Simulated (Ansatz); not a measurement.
# Ionic part of the dielectric constant of BN at 1 GPa, mode by mode

The calculation used DFT LDA, scalar-relativistic, plane waves, PAW in Ansatz 0.2.0. Plane waves to 420 eV; Γ-centred k mesh 12×12×12; fixed occupations. No spin polarisation. Phonons by linear response, acoustic sum rule imposed.

The structure is cubic, space group F-43m (No. 216). The conventional cell has a = 3.578 Å, b = 3.578 Å, c = 3.578 Å, α = 90.00°, β = 90.00°, γ = 90.00°. Around B (site symmetry -43m) lie 4 N at 1.55 Å. Around N (site symmetry -43m) lie 4 B at 1.55 Å.

The primitive cell has V = 11.45 Å³ and ε∞,xx = 4.563. Each polar mode adds Δε = (4.92064×10⁷/V)·S/ν² along x, with S its oscillator strength in e²/amu, ν in cm⁻¹ and V in Å³.

Question: From these modes, find each Δε and ε0,xx.
```json
{"ν (cm⁻¹)": "1071.3", "S_xx (e²/amu)": "0.5774"}
```

Answer:
| ν (cm⁻¹) | Δε |
| --- | --- |
| 1071.3 | 2.16 |

The sum is 2.163, so ε0,xx = 6.73; the run's tensor has 6.73.

Question: Where do the longitudinal modes lie for a wave vector along x?

Answer: At 1301 cm⁻¹. The Lyddane–Sachs–Teller product Π(ν_LO/ν_TO)² = 1.47 matches ε0/ε∞ = 1.47.

Cost: 1 run of about 0.43 core-minutes, on Intel Xeon Processor @ 2.50GHz (Skylake/Cascade Lake) (shared hosts).

The static dielectric response of cubic BN is mainly electronic: the lattice adds 2.16 to an ε∞ of 4.563. The bond is polar enough for the transverse optical mode to carry a sizeable dipole, but the short, strongly covalent B–N bonds resist the relative displacement of the two sublattices, which limits the ionic polarisation. The light atoms are not themselves the cause. Low mass raises both the oscillator strength and the squared frequency, so it cancels in the static limit, leaving the Born effective charge set against the force constant.

The same charge produces the macroscopic field that lifts the longitudinal mode from 1071.3 to 1301 cm⁻¹, a large splitting for so stiff a lattice and a clear sign of ionic character within the covalent network. With a single polar branch, the Lyddane–Sachs–Teller agreement confirms internal consistency rather than the accuracy of the charges or frequencies. One pressure alone cannot show whether compression strengthens or weakens the ionic contribution.
